Q: I have a photoelectron spectrum of BH3 and would like calculated energies to set beside it, both for removing an electron and for adding one. Can I read both from one table of methods?

A: The two columns don't deserve equal trust. "Ionisation" is the energy needed to remove an electron, "attachment" the energy released when one is added, each a difference of two total energies at the same geometry. The basis set has no diffuse functions. A weakly held extra electron needs them, so every attachment energy here is too low. Don't use that column as a set of electron affinities, and don't take its signs as evidence that the anion is bound or unbound. It still shows how the methods differ when all of them work in the same confined space.

BH3 (singlet), PySCF 2.14.0, non-relativistic, def2-TZVP basis with density fitting, at one fixed PBE0 geometry. Ionisation and attachment energies are vertical differences of total energies, with unrestricted references for the ions; correlated methods use frozen cores. Exact-exchange shares are the functionals' definitions, rounded to whole per cent.

| method | exact exchange, long range (%) | ionisation (eV) | attachment (eV) | HOMO (eV) | LUMO (eV) | rough cost (core min) |
| --- | --- | --- | --- | --- | --- | --- |
| PBE | 0 | 12.88 | -0.02 | -8.47 | -3.05 | 0.2 |
| r2SCAN | 0 | 12.94 | 0.02 | -8.81 | -2.53 | 0.3 |
| HSE06 | 0 | 13.02 | -0.11 | -9.52 | -2.33 | 0.2 |
| TPSSh | 10 | 12.98 | -0.19 | -9.27 | -2.31 | 0.3 |
| B3LYP | 20 | 13.12 | -0.15 | -9.73 | -2.22 | 0.2 |
| PBE0 | 25 | 13.03 | -0.10 | -9.92 | -1.95 | 0.08 |
| B2PLYP | 53 | 13.11 | -0.32 | n/a | n/a | 0.2 |
| HF | 100 | 12.41 | -0.98 | -13.55 | 1.47 | 0.01 |
| CCSD(T) | n/a | 13.21 | -0.35 | n/a | n/a | 0.6 |
| MP2 | n/a | 13.17 | -0.40 | n/a | n/a | 0.01 |

"Exact exchange, long range" is the share $a$ of Hartree–Fock exchange that a functional keeps at large electron separation. HSE06 has 0 there but 25% at short range, so it is not a pure semilocal functional like PBE. HOMO and LUMO are the energies of the highest occupied and lowest empty orbital. The dipole vanishes by symmetry in planar BH3 and can't help you choose.

Q: Then let us start with ionisation. Which number do I believe?

A: I would take CCSD(T), 13.21 eV, as the yardstick. The T1 diagnostic of 0.007 is well below the customary warning level of about 0.02, so a single determinant is a sound starting point for the neutral molecule. The cation's own T1, which the table doesn't show, lies slightly above that level. But the triples correction in the same runs changes the ionisation energy by only about 0.01 eV, so I see no sign that this spoils the yardstick. The yardstick has its own error, because correlation energy converges slowly with the basis. A larger basis would probably raise this ionisation energy, by something of the order of 0.1 eV or less. That is an argument from general experience, which the table can't check.

Q: How far off are the cheaper methods?

A: Relative to CCSD(T) in the same basis, PBE is 0.33 eV too low, r2SCAN 0.27, TPSSh 0.23, HSE06 0.19 and PBE0 0.18. B2PLYP and B3LYP are low by about 0.1 eV and MP2 by 0.04 eV. Hartree–Fock is low by 0.80 eV.

If you only want to decide which band belongs to which molecule, and 0.4 eV is good enough, any of the functionals will do. For 0.2 eV I would leave out PBE, r2SCAN and TPSSh. At 0.1 eV only B3LYP, B2PLYP and MP2 stay close to the yardstick, and by then the yardstick's own basis error is of similar size. I would not rank those three on this evidence.

Q: Does more exact exchange make the ionisation energy better?

A: From PBE to PBE0, which differ only in that share, it rises by 0.15 eV and the error is nearly halved. But B3LYP, with 20%, lies above PBE0 with 25%, so the rest of the functional matters too. And you can't continue the trend to 100%: Hartree–Fock gives 12.41 eV, the lowest value in the column, because it has no correlation at all.

A plausible reason for the low values of the functionals is that they make a spread-out charge too stable, which favours the ion over the neutral molecule. The attachment energies fit this: every functional puts them above CCSD(T), as if the anion too were favoured. The pattern is in the table; the cause is my reading of it, and the attachment column is weak support, because its basis error need not be the same for the functionals and for CCSD(T). There is also a complication in the cation. The HOMO is one of a degenerate pair, and a single determinant must put the hole in one partner. How much that shifts each functional's result can't be seen here.

Q: My software prints orbital energies anyway. Can't I take minus the HOMO energy and save the second calculation?

A: Not with these functionals. Minus the HOMO energy is 8.47 eV in PBE and 9.92 eV in PBE0, which is 4.74 and 3.29 eV short of the CCSD(T) ionisation energy. The same functionals, used for an energy difference, were wrong by 0.33 and 0.18 eV. The second calculation is worth far more than a change of functional.

Q: Why should one functional be so good at the difference and so poor at the orbital?

A: Because an orbital energy is a slope. Imagine removing the electron gradually, with $f$ the occupation of its orbital, going from 1 to 0. By Janak's theorem the orbital energy is $dE/df$. If the energy $E$ were a straight line in $f$, the slope at $f=1$ would equal the whole difference. If $E$ is a parabola with second derivative $C$, the slope at the end misses the difference by half of it:

$$D_\mathrm{H} = \mathrm{IE} + \varepsilon_\mathrm{HOMO} = \tfrac{1}{2}C .$$

Here IE is the ionisation energy and $\varepsilon$ an orbital energy. For the added electron the same argument, started from $f=0$, gives $D_\mathrm{L} = -\mathrm{EA} - \varepsilon_\mathrm{LUMO} = \tfrac{1}{2}C$, with EA the attachment energy and $C$ now belonging to the LUMO.

Two things bend the curve. A fraction of an electron repels itself in the classical Coulomb energy, which bends it upwards. Exact exchange cancels this self-repulsion, whereas semilocal exchange cancels the bending only in part. In the other direction, the remaining orbitals relax as the charge changes, which bends the curve downwards. The simplest formula with both is

$$D = K(1-a) - R ,$$

where $K$ stands for the uncancelled self-repulsion and $R$ for relaxation.

Q: Does the table follow that formula?

A: Fairly well, for the rows it was made for. I fitted it by least squares to PBE, B3LYP, PBE0 and Hartree–Fock, separately for each orbital. The HOMO gives $K=5.6$ and $R=1.1$ eV, the LUMO $K=3.5$ and $R=0.5$ eV. The fitted rows are met to within 0.06 eV for the HOMO and 0.10 eV for the LUMO, while $D$ itself runs from 4.41 to −1.14 eV and from 3.07 to −0.49 eV. The change of sign is in the table: the functionals bend one way, Hartree–Fock the other.

Four rows and two constants make a modest test, and Hartree–Fock alone fixes the far end of the line. There $D=-R$, so $R$ is just the Hartree–Fock relaxation, assumed to hold for the functionals too. For the filled HOMO that is reasonable. The empty orbital is more compact in PBE than in Hartree–Fock, so both its self-repulsion and its relaxation are larger, and the LUMO constants are best read as fit parameters only. The fit would make $D$ vanish near 80 to 90% exact exchange, but no row with orbital energies lies between 25 and 100%, so don't tune a functional by that figure.

The meta-GGAs, which I left out because their exchange also depends on the kinetic-energy density, fall below the line. TPSSh does so by about 0.2 eV for both orbitals, r2SCAN by 0.34 eV for the HOMO and 0.52 eV for the LUMO. Their extra ingredient probably removes some of the bending, but the formula doesn't describe how.

Q: And HSE06? With 0 in that column it should behave like PBE.

A: It doesn't. Treated as $a=0$, it misses the line by 0.97 eV for the HOMO and 0.59 eV for the LUMO. Its short-range exchange does most of the work in so small a molecule. The useful comparison is with PBE0, which has the same 25% at all distances, and here one can make an estimate with nothing fitted.

HSE06 treats the long-range part of the repulsion, $\mathrm{erf}(\omega r)/r$, with semilocal exchange only. Its range parameter is $\omega = 0.11$ per bohr, so "long range" begins around $1/\omega \approx 9$ bohr. BH3 is only a few bohr across. Inside it this part of the repulsion is almost a constant, $c = 2\omega/\sqrt{\pi}$.

For a constant repulsion, exact exchange gives $-\tfrac{c}{2}\sum_i f_i^2$, summed over spin orbitals. Semilocal exchange is built on a hole that contains one whole electron, so it gives $-\tfrac{c}{2}\sum_i f_i$. PBE0 replaces a quarter of the second by the first, and therefore

$$E_\mathrm{PBE0} - E_\mathrm{HSE06} \approx a\,\frac{c}{2}\sum_i (f_i - f_i^2), \qquad a = 0.25 .$$

For whole electrons each $f_i$ is 0 or 1 and the sum is zero. The ionisation and attachment energies should then agree. The slope with respect to $f_i$ is $a\frac{c}{2}(1-2f_i)$, which is not zero: it lowers a filled orbital and raises an empty one by $a\omega/\sqrt{\pi}$. In numbers, $0.25 \times 0.11/1.772 = 0.0155$ hartree, and times 27.21 eV per hartree this is 0.42 eV.

Q: What does the table say?

A: From HSE06 to PBE0 the HOMO falls by 0.40 eV and the LUMO rises by 0.38 eV. The ionisation and attachment energies each change by 0.01 eV, which is no more than rounding. The gap between the orbitals widens by 0.78 eV against an estimated 0.84 eV. An estimate slightly too large is what one should get from treating the repulsion as constant, since it really weakens a little across the molecule.

That the two functionals differ only at long range is their definition. What the comparison tests is that this part acts as a constant in a molecule of this size, moving orbital energies and leaving energy differences alone. For your purpose HSE06 and PBE0 are the same method, provided you take energy differences.

Q: Would that carry over to another hydride, say AlH3?

A: The shift between HSE06 and PBE0 should be nearly the same, perhaps slightly smaller, because the estimate contains no property of the molecule except that it is small. The large gap between orbital energies and energy differences should shrink somewhat in AlH3, since its valence orbitals are more spread out and repel themselves less. In a long conjugated chain the argument fails: the electrons can be further apart than $1/\omega$, and the two functionals may then differ in the ionisation energy as well.

Q: I notice that Hartree–Fock has a HOMO at −13.55 eV. That is closer to your yardstick than its own energy difference. Should I use it?

A: As a quick guess for a filled orbital, yes, knowing why it works. Minus the HOMO energy is the ionisation energy with all other orbitals frozen. Letting them relax in the cation, including the spin polarisation that the unrestricted determinant allows, lowers the value by 1.14 eV. Correlation then raises it by 0.80 eV, because the neutral molecule has more electron pairs to correlate than the cation. The two errors oppose each other and leave 0.34 eV.

For attachment they add up. Relaxation stabilises the anion by 0.49 eV, and correlation, again larger in the species with more electrons, by another 0.63 eV. Minus the LUMO energy, −1.47 eV, is therefore 1.12 eV below the CCSD(T) value of −0.35 eV. The same reasoning suggests that frozen Hartree–Fock orbitals will usually serve better for removing electrons than for adding them.

MP2 recovers 95% of the correlation contribution to ionisation and 92% of that to attachment, but not because it is nearly complete. In the same runs it finds only 81% of the CCSD(T) correlation energy of the neutral molecule, 76% for the cation and 82% for the anion. What it misses, about 0.7 eV, is nearly the same in all three and cancels in the differences. BH3, with well-separated filled and empty levels, allows that cancellation. A molecule with stretched bonds or close-lying states would not be so kind.

Q: What about the difference between ionisation and attachment, the fundamental gap? Hartree–Fock seems good there too.

A: It gives 13.39 eV against 13.56 eV from CCSD(T), while PBE gives 12.90 eV. But Hartree–Fock is too low by 0.80 eV for one energy and by 0.63 eV for the other, and the subtraction hides most of that. PBE errs by 0.33 eV in opposite directions, and the subtraction adds the errors. A good gap is no proof of two good energies. The missing diffuse functions enter this gap as well, so treat all three values as comparisons within the basis.

Q: Then which functional should I pick for the anion?

A: None yet on the strength of this column. B2PLYP is within 0.03 eV of CCSD(T) and MP2 within 0.05 eV, while the other functionals are 0.16 to 0.37 eV too high. That is agreement between methods in a basis that squeezes the extra electron into too small a space and so binds it too weakly. As I roughly recall, the measured electron affinity of BH3 is positive but below 0.1 eV. By that standard r2SCAN, at +0.02 eV, would look best in the table, although it is the furthest from CCSD(T) among the functionals. Its tendency to overbind the anion and the basis that underbinds it would simply have met in the middle.

Q: How much computer time does caution cost me?

A: For BH3, next to nothing: every entry is below one core-minute, and CCSD(T) is the dearest at roughly 0.6. The timings are too rough to rank the cheap methods. PBE0 even appears cheaper than PBE, for which there is no reason in the theory.

Size changes this. The cost of CCSD(T) grows as about the seventh power of the size of the system, that of MP2 as the fifth. Doubling the molecule multiplies them by about $2^7 = 128$ and $2^5 = 32$, which would take CCSD(T) from under a minute to more than an hour. A hybrid functional grows more slowly still, and that is where its larger error becomes a fair price. The 0.1 to 0.2 eV found for BH3 is one molecule's figure, and in larger, more delocalised ions the error is often greater.

Q: So what do I run on Monday?

A: Run CCSD(T) for the neutral and the cation, and compare the difference with the middle of your first band, not with a single peak, since the degenerate HOMO can give the band more than one maximum. The onset lies lower, because the cation distorts after the electron has left. If you later move to molecules too large for that, take B3LYP or PBE0 energy differences, and check one small relative against CCSD(T). For the anion, add diffuse functions before you change the method, and only then ask which functional is right.
